\textbf{Question.} I am working through an exercise on how Car--Parrinello (CP) dynamics approaches Born--Oppenheimer (BO) dynamics. The data below were made for the exercise and imitate five spin-polarised CP runs on $^{28}$Si$_2$, with fictitious kinetic energy $K_f=\mu\sum_i\langle\dot\psi_i|\dot\psi_i\rangle$ over singly occupied spin orbitals, no mass preconditioning and a converged time step. Each run starts at the equilibrium bond length with stretch velocity $v_0=2.0\times10^{-5}$ a.u. and with the orbitals in the BO state, at rest. $\tilde\nu$ is the stretch wavenumber ($\pm0.03$ cm$^{-1}$), and $z_{\rm rms}$ ($\pm1\%$) is the time-averaged rms distance between the CP and BO orbitals at the same geometry, minimised over mixing of occupied orbitals.

\begin{center}
\begin{tabular}{lccccc}
$\mu$ (a.u.) & 50 & 100 & 200 & 400 & 800\\
$\tilde\nu$ (cm$^{-1}$) & 485.93 & 485.50 & 484.75 & 483.17 & 480.13\\
$z_{\rm rms}$ ($10^{-4}$) & 0.82 & 1.14 & 1.64 & 2.28 & 3.25
\end{tabular}
\end{center}

I was told CP converges like $\mu^{1/2}$, yet the frequency moves linearly in $\mu$. What can be extracted from these numbers, and does the gap come out?

\textbf{Answer.} Both powers are right, for different quantities. The data fix the BO frequency, the dragged mass and one average electronic stiffness, but not the gap. Atomic units are used, with $1\,E_h=219475$ cm$^{-1}$.

\textbf{The theorem.} Bornemann and Sch\"utte (1998) proved the following. Let the Hessian of the energy on the orthonormality manifold, modulo mixing of occupied orbitals, stay positive definite at the BO minimum along the BO path for $0\le t\le T$. Let the CP run share the ionic initial data, start on the BO orbitals, and have $K_f(0)=O(\mu)$, that is, bounded $\dot\psi(0)$. Then for small enough $\mu$
\begin{equation}
|R^\mu(t)-R^0(t)|+\|\psi^\mu(t)-\psi^0(t)\|\le C\mu^{1/2},\qquad 0\le t\le T,
\end{equation}
with $C$ depending on $T$. It bounds a sum from above, so the ionic term may be smaller.

\textbf{Linear model.} Let $x$ be the bond stretch, $M$ the reduced mass and $y$ a real orbital coordinate whose BO value is $ax$:
\begin{equation}
L=\tfrac12M\dot x^2+\mu\dot y^2-\tfrac12kx^2-\Delta\,(y-ax)^2 .
\end{equation}
The Hessian condition is $\Delta>0$; for a single rotation $i\to b$ without Hartree and exchange--correlation response, $\Delta=\epsilon_b-\epsilon_i$. With $z=y-ax$,
\begin{equation}
M\ddot x=-kx+2\Delta a z,\qquad \mu\ddot y=-\Delta z .
\end{equation}
BO motion has $z=0$ and $\Omega_0^2=k/M$. In a normal mode of frequency $\omega$, $y=r\,ax$ with $r=(1-\mu\omega^2/\Delta)^{-1}$, and
\begin{equation}
k=\omega^2\left[M+\frac{2\mu a^2}{1-\mu\omega^2/\Delta}\right].
\end{equation}
Define $\beta=2\mu a^2/M$, $\eta=\mu\Omega_0^2/\Delta$ and $\chi=a^2/\Delta$. The slow root obeys
\begin{equation}
\frac1{\omega_s^2}=\frac1{\Omega_0^2}+\frac{2a^2}{k}\mu+\frac{2\chi}{M}\mu^2+O(\mu^3),
\end{equation}
and the fast one is $\omega_f^2=(\Delta/\mu)(1+\beta)$ up to a relative term of order $\beta\eta$.

For your start, $x=A_s\sin\omega_st+A_f\sin\omega_ft$, and $\dot x(0)=v_0$, $\dot y(0)=0$ give
\begin{equation}
A_s=\frac{-r_f\,v_0}{(r_s-r_f)\omega_s},\qquad A_f=\frac{r_s\,v_0}{(r_s-r_f)\omega_f},
\end{equation}
with $r_s\simeq1+\eta$ and $r_f\simeq-1/\beta$. The amplitudes in $z$ are $a(r_j-1)A_j$. The fast one has magnitude $av_0\omega_f^{-1}(1+\eta)$, the slow one $a\eta v_0/\Omega_0$, and their squares average to
\begin{equation}
z_{\rm rms}^2=\tfrac12\chi v_0^2\,\mu\,\bigl[1+3\eta-\beta+O(\mu^2)\bigr].
\end{equation}
This is the $\mu^{1/2}$ law: a velocity mismatch $\dot z(0)=-av_0$ divided by $\omega_f\propto\mu^{-1/2}$. For the ion, $A_s\simeq(v_0/\Omega_0)(1-\beta/2)$, $\omega_s\simeq\Omega_0(1-\beta/2)$ and $A_f=O(\mu^{3/2})$, so at fixed $t$
\begin{equation}
x^\mu-x^0=-\frac\beta2\,\frac{v_0}{\Omega_0}\bigl[\sin\Omega_0t+\Omega_0t\cos\Omega_0t\bigr]+O(\mu^{3/2}).
\end{equation}
The heavy ion averages the fast force, and from the BO state both its position and velocity errors are $O(\mu)$. An initial offset $z(0)=\delta$ would add a velocity ripple $2\Delta a\delta/(M\omega_f)\propto\delta\,\mu^{1/2}$. The orbitals reach $O(\mu)$ only if also $\dot y(0)=a\dot x(0)$.

\textbf{Step 1: orbital data give $\chi$.} The least-squares slope of $\ln z_{\rm rms}$ against $\ln\mu$ is $0.497\pm0.005$, compatible with $1/2$. Fix the exponent at $1/2$. The geometric means are $\mu=200$ and $z_{\rm rms}=1.626\times10^{-4}$, hence
\begin{equation}
\chi=\frac{2\,(1.626\times10^{-4})^2}{(2.0\times10^{-5})^2\,(200)}=0.661\ \text{bohr}^{-2}E_h^{-1},
\end{equation}
with relative uncertainty $2\times1\%/\sqrt5=0.9\%$, or $\pm0.006$.

\textbf{Step 2: frequencies give $\Omega_0$ and $a^2$.} With the approximate atomic mass 27.97693 u as input, $M=25499\,m_e$. Scale by $\omega_{\rm ref}=500$ cm$^{-1}=2.2782\times10^{-3}E_h$ and set $u=(\omega_{\rm ref}/\omega_s)^2$:
\begin{equation}
u=A+B\mu+\kappa\mu^2,\quad A=\frac{\omega_{\rm ref}^2}{\Omega_0^2},\quad B=\frac{2a^2A}{M},\quad \kappa=\frac{2\chi\omega_{\rm ref}^2}{M}.
\end{equation}
Step 1 fixes $\kappa=2.69\times10^{-10}$, so $Y=u-\kappa\mu^2$ is a straight line:

\begin{center}
\begin{tabular}{lccccc}
$\mu$ & 50 & 100 & 200 & 400 & 800\\
$Y$ & 1.05875 & 1.06062 & 1.06390 & 1.07084 & 1.08431
\end{tabular}
\end{center}

The uncertainty $\sigma_u=2u\,\sigma_{\tilde\nu}/\tilde\nu$ is $1.32\times10^{-4}$ at $\mu=200$ and nearly uniform, so equal weights serve. With $\bar\mu=310$ and $S=\sum(\mu-\bar\mu)^2=372000$,
\begin{equation}
B=\frac{\sum(\mu-\bar\mu)Y}{S}=3.401\times10^{-5},\qquad A=\bar Y-B\bar\mu=1.05714,
\end{equation}
where the last digit of each is a guard digit, since
\begin{equation}
\sigma_B=\frac{\sigma_u}{\sqrt S}=2.2\times10^{-7},\qquad \sigma_A=\sigma_u\sqrt{\tfrac15+\tfrac{\bar\mu^2}{S}}=8.9\times10^{-5}.
\end{equation}
All residuals are below $\sigma_u$. Then
\begin{align}
\tilde\nu_0&=500/\sqrt A=486.30\pm0.02\ \text{cm}^{-1},\\
k&=M\Omega_0^2=0.12519\pm0.00001\ E_h\,\text{bohr}^{-2},\\
a^2&=MB/(2A)=0.410\pm0.003\ \text{bohr}^{-2},\\
\Delta&=a^2/\chi=0.620\pm0.007\ E_h\approx16.9\ \text{eV}.
\end{align}
The relative error of $\tilde\nu_0$ is half that of $A$. That of $a^2$ is set by $B$ ($0.6\%$), and it adds in quadrature to the $0.9\%$ of $\chi$ to give $1.1\%$ on $\Delta$. Taking the $\mu=50$ run as BO would miss $\tilde\nu_0$ by 0.37 cm$^{-1}$, far outside its uncertainty.

\textbf{Neglected terms.} At $\mu=800$, $\beta=0.0257$ and $\eta=0.0063$, so the bracket in $z_{\rm rms}^2$ differs from one by $-0.007$. Averaged over the five runs the difference is $-0.003$, so step 1 puts $\chi$ low by about $0.3\%$, a third of its statistical error. Anharmonicity is common to all runs and enters the intercept. The amplitude is $v_0/\Omega_0=0.0090$ bohr and the energy $E=\tfrac12Mv_0^2=1.1$ cm$^{-1}$. A classical Morse oscillator has $\omega=\Omega_0\sqrt{1-E/D}$ with $D=\tilde\nu_0^2/(4\omega_ex_e)$, a shift of $-2\omega_ex_eE/\tilde\nu_0$. For a typical $\omega_ex_e\approx2$ cm$^{-1}$ this is $-0.009$ cm$^{-1}$, about half of $\sigma_{\tilde\nu_0}$.

\textbf{Uniqueness.} Within the model the map from $(A,B,\chi)$ to $(k,a^2,\Delta)$ is one-to-one once $M$ and $v_0$ are known. The sign of $a$ is a convention. The frequency row alone gives $k/M$ and $a^2/M$, but in practice not $\Delta$. Freeing $\kappa$ in a quadratic fit gives $\sigma_\kappa=1.1\times10^{-9}$, four times $\kappa$ itself, so $\Delta=\infty$ is not excluded. The term still matters: regressing $\mu^2$ on $\mu$ over these points gives slope 862.5, so dropping it raises $B$ by $2.3\times10^{-7}$, or $0.7\%$, about one $\sigma_B$.

Real orbitals have many Hessian modes, with energy $\sum_n\Delta_n(y_n-a_nx)^2$. The expansion of $\omega_s^{-2}$ and the leading term of $z_{\rm rms}^2$ keep their form with
\begin{equation}
a^2=\sum_na_n^2,\qquad \chi=\sum_n\frac{a_n^2}{\Delta_n},
\end{equation}
so the inferred $\Delta$ is the $a_n^2$-weighted harmonic mean of the $\Delta_n$. Any spectrum with these two sums fits equally well at this order, and the mean only bounds the softest coupled mode from above. The bracket $3\eta-\beta$ is a one-mode result; soft modes would enlarge the $\eta$ part. Moreover the stretch is totally symmetric, so $a_n=0$ for rotations that break the molecular symmetry. Si$_2$ is an open-shell triplet with a second triplet state close by, and a soft $\sigma\leftrightarrow\pi$ rotation would be invisible here, although the theorem needs the whole Hessian positive. The 16.9 eV is therefore no gap, and the hypothesis must be tested separately from the lowest Hessian eigenvalue.

\textbf{What the parameters say about convergence.} The leading orbital amplitude is $v_0\sqrt{\chi\mu}=1.63\times10^{-5}\mu^{1/2}$, which does not grow in time and shows that the exponent $1/2$ is attained for this start. The one-mode fast frequency at $\mu=800$ is $6.2\times10^3$ cm$^{-1}$, 13 times $\tilde\nu_0$. After one BO period (68.6 fs) the first-order ionic error is $\pi\beta$ times the amplitude: 0.005 at $\mu=50$ and 0.08 at $\mu=800$. It grows secularly, and the phase lag $\beta\Omega_0t/2$ reaches one radian at $t=0.85$ ps for $\mu=800$. That growth is why the bound holds on finite intervals only.